## How much energy can BAs take from an electron far below its plasmon?

**Question**

I am looking at an energy-loss spectrum of boron arsenide, a semiconductor. It was calculated with Yambo in the random-phase approximation, starting from PBE states, for a cell stretched by 8% in volume. The momentum transfer is an eighth of one reciprocal lattice vector plus a quarter of another. The spectrum has one broad peak a little above 20 eV and falls away steadily towards low energy. The four lowest rows are covered.

Yambo 5.3.0, random-phase approximation (Hartree kernel) on Quantum ESPRESSO PBE states with PseudoDojo 0.4 SR stringent potentials, for BAs (F-43m) with the cell volume scaled by 1.08. The loss function is −Im(1/ε) at momentum transfer (0, 0.125, 0.25) in reciprocal lattice vectors, computed with an 8×8×8 k-mesh, 33 bands and a damping of 0.2 eV.

```tsv
row	loss function	loss energy (eV)
1	?	?
2	?	?
3	?	?
4	?	?
5	0.018	4.070
6	0.044	5.126
7	0.053	6.030
8	0.083	7.085
9	0.121	8.141
10	0.136	9.196
11	0.145	10.100
12	0.266	11.160
13	0.372	12.210
14	0.491	13.270
15	0.579	14.170
16	0.672	15.230
17	0.990	16.280
18	1.093	17.340
19	1.415	18.240
20	1.737	19.300
21	2.825	20.350
22	3.032	21.410
23	2.674	22.310
24	1.941	23.370
25	1.136	24.420
26	0.815	25.480
27	0.688	26.380
28	0.523	27.440
29	0.401	28.490
30	0.332	29.550
```

The same calculation gives an indirect band gap of 1.27 eV, a direct gap more than twice as large, and a strong absorption peak at 7.39 eV. Why does that absorption leave no peak in the loss? And can the covered values be worked out from the visible rows before I look at them?

**Answer**

Two energy scales are worth remembering. The collective oscillation of the valence electrons, the plasmon, costs about 20 eV, while creating a single electron-hole pair costs an electronvolt or a few. In this spectrum the loss function is about 3 near the plasmon and about 0.02 at 4 eV, a drop of more than a hundredfold. The covered rows lie lower still, where few or no pairs can be made.

**What the loss function measures**

A fast electron passing through a crystal carries an electric field, and the crystal's electrons move to screen it. The loss function gives the relative strength with which this field hands over energy $E$:

$$L(E)=-\mathrm{Im}\,\frac{1}{\varepsilon(E)}=\frac{\mathrm{Im}\,\varepsilon}{|\varepsilon|^2}.$$

Here $\varepsilon$ is the dielectric function. Its imaginary part describes absorption, and the square in the denominator describes screening.

This answers your first question. Since $|\varepsilon|$ is at least as large as $\mathrm{Im}\,\varepsilon$, the loss can never exceed $1/\mathrm{Im}\,\varepsilon$. At the absorption peak $\mathrm{Im}\,\varepsilon$ is about 11.5, so the loss there is at most 0.087. The crystal absorbs strongly at this energy, but it also screens the field of the passing electron strongly.

Near 21 eV the balance is reversed. Screening has collapsed, $|\varepsilon|$ is small, and the valence electrons swing together against the ions. Eight free electrons per BAs unit, at the density of this cell, would do so at 19.4 eV, close to the computed peak at 20.95 eV. The area under $E\,L(E)$, which counts the electrons taking part, gives 6.4 of these eight for the visible rows. Both numbers support a valence plasmon.

The exact position belongs to this stretched cell and this momentum transfer. Without the stretch the valence electrons would be denser, and the plasmon would be expected a few per cent higher.

**Where the covered rows lie**

The energies follow a pattern that repeats every four rows: row 9 lies 4.07 eV above row 5, and row 10 lies 4.07 eV above row 6. Stepping back by the same amount puts the covered rows near 0, 1.06, 1.96 and 3.02 eV. The first two are below the gap and the last two above it.

**Two sources of loss at low energy**

The first source is real pair creation. Without damping it can't begin below the gap, because there is no empty state to receive the electron. Above the gap, the excess energy can be shared between electron and hole. If any hole could pair with any electron in simple parabolic bands, the number of pairs would grow as the square of the excess:

$$L(E)\approx c\,(E-E_\mathrm{gap})^2 .$$

This law is borrowed. It counts pairs, and the loss follows that count only if the screening and the strength of the transitions stay constant. The spectrum also belongs to one fixed momentum transfer, which restricts the allowed pairs. Because the gap is indirect, a pair at 1.27 eV needs the particular momentum that joins the two band edges. The momentum used here is not expected to be that one, so the true threshold probably lies higher. I therefore checked the law on the seven visible rows below half the plasmon energy, rows 5 to 11. The value of $c$ that each row requires stays between 0.0019 and 0.0030 per eV², with a mean of 0.0024. That is steady enough to try an extrapolation of one or two electronvolts. It does not prove the mechanism, because the screening is expected to change across these rows.

Row 4 then works out as follows. Its excess energy is $3.02-1.27=1.75$ eV, the square is 3.06 eV², and multiplication by 0.0024 per eV² gives 0.007. Row 3 has an excess of only 0.69 eV, which leaves about 0.001.

The second source is numerical. The calculation gives every transition a damping of 0.2 eV, so each one has a faint wing that reaches into the gap. In a causal response, the wing of each transition is opposed by that of its mirror image at negative energy. The two cancel at zero energy and leave a remainder that grows in proportion to $E$. Taking 0.2 eV as the half width, and summing the wings of the visible spectrum, I get about 0.001 for row 2 and 0.002 for row 3.

**The forecast**

The square law was fitted to losses that already include some of this damping, so adding the two contributions would count part of it twice. I take the larger one in each row:

- row 1: 0.000, range 0 to 0.004
- row 2: 0.001, range 0 to 0.006
- row 3: 0.002, range 0 to 0.007
- row 4: 0.007, range 0 to 0.014

The ranges are a judgement: 0.004 plus 40% of the forecast, cut off at zero. They allow for a higher threshold at this momentum transfer and for isolated transitions on a coarse mesh. They also allow for a different treatment of the damping, one that would leave a little loss at zero energy.

A different picture ignores the gap and treats the low-energy loss as the tail of a plasmon with constant damping. I fixed its centre at the computed peak and fitted its strength and width to all visible rows by least squares. It predicts 0.011, 0.021 and 0.033 for rows 2 to 4, well above my forecast. It is already suspect, since it gives 0.046 for row 5, where the table has 0.018.

**The computed values**

The withheld rows as computed:

```tsv
row	loss function	loss energy (eV)
1	0.004	0.000
2	0.004	1.055
3	0.005	1.960
4	0.008	3.015
```

The energies are where the pattern put them. All four losses fall within their ranges, though row 1 sits right at the upper edge. The ranges were wide compared with the forecasts, so the success is a modest one: the losses are a few thousandths, not a few hundredths. Every forecast is too low, by 0.004 in row 1, about 0.003 in rows 2 and 3, and 0.001 in row 4.

The plasmon tail does much worse in rows 2 to 4, where it is about three to four times too high. A plasmon near 21 eV is broad largely because it can decay into electron-hole pairs, which is the standard explanation for such a width. At low energy those decay routes close, so the damping that suits the peak can't be carried down to the gap.

**What the misses reveal**

Row 1 is the most instructive, because a loss of 0.004 at zero energy can't be physical. A field that does not vary in time transfers no energy, and the absorbing part of a causal response must vanish there. I had assumed that the wings cancel at zero energy, and in this calculation they apparently do not.

The likely reason is a time-ordered response, a form common in many-body theory. In it, the damping enters the positive-energy and negative-energy terms in such a way that their wings add at zero energy. I can't confirm this from the settings at hand, but the size can be estimated. Put all the absorption into one transition at $E_0=7.39$ eV with half width $\eta=0.2$ eV, and use the static dielectric constant of 5.89 at this momentum transfer:

$$\mathrm{Im}\,\varepsilon(0)\approx(\varepsilon-1)\frac{\eta}{E_0}=4.89\times\frac{0.2}{7.39}\approx0.13 .$$

Dividing by $5.89^2\approx35$ gives a loss of about 0.004, the computed value. I made this estimate after seeing the answer, and a single transition is a crude stand-in for a whole band structure. It does suggest that, in a time-ordered response, the damping alone is large enough to produce what the table has at zero energy.

Such a background hardly changes with energy near zero, which also fits the nearly equal values in rows 1 to 3. If this reading is correct, my forecast had the right cause for the loss inside the gap, the damping, but the wrong dependence on energy.

This makes the close hit in row 4 less impressive than it looks. If a background of about 0.004 persists up to 3 eV, only about half of the computed 0.008 is left for pair creation, where the square law gave 0.007. In that case the forecast came out well only because a pair contribution that was too large made up for a background that was left out. The table can't tell how much genuine pair creation row 4 contains, or where the threshold at this momentum transfer lies.

**How to read the low end of such a spectrum**

Don't take the 0.004 inside the gap as a property of boron arsenide. A repeat with half the damping would show whether the damping is the source: a background made by the damping should shrink to about half, while real pair creation well above its threshold should barely change. Until that is done, the first three rows are best read as the level below which this calculation can't resolve electronic loss.

The onset needs similar care when it is compared with an experiment. The functional used here usually makes gaps too small, and the response leaves out the attraction between electron and hole. The first error places the onset too low, whereas the missing attraction tends to place it too high. Convergence with the mesh and the number of bands was not tested either.

The broad picture does not depend on these details. The density of valence electrons largely sets the position of the large peak. Apart from the attraction between electron and hole, the gap sets the lowest energy at which real electronic loss can begin. Well below the plasmon, strong screening keeps the loss small even where the crystal absorbs well.
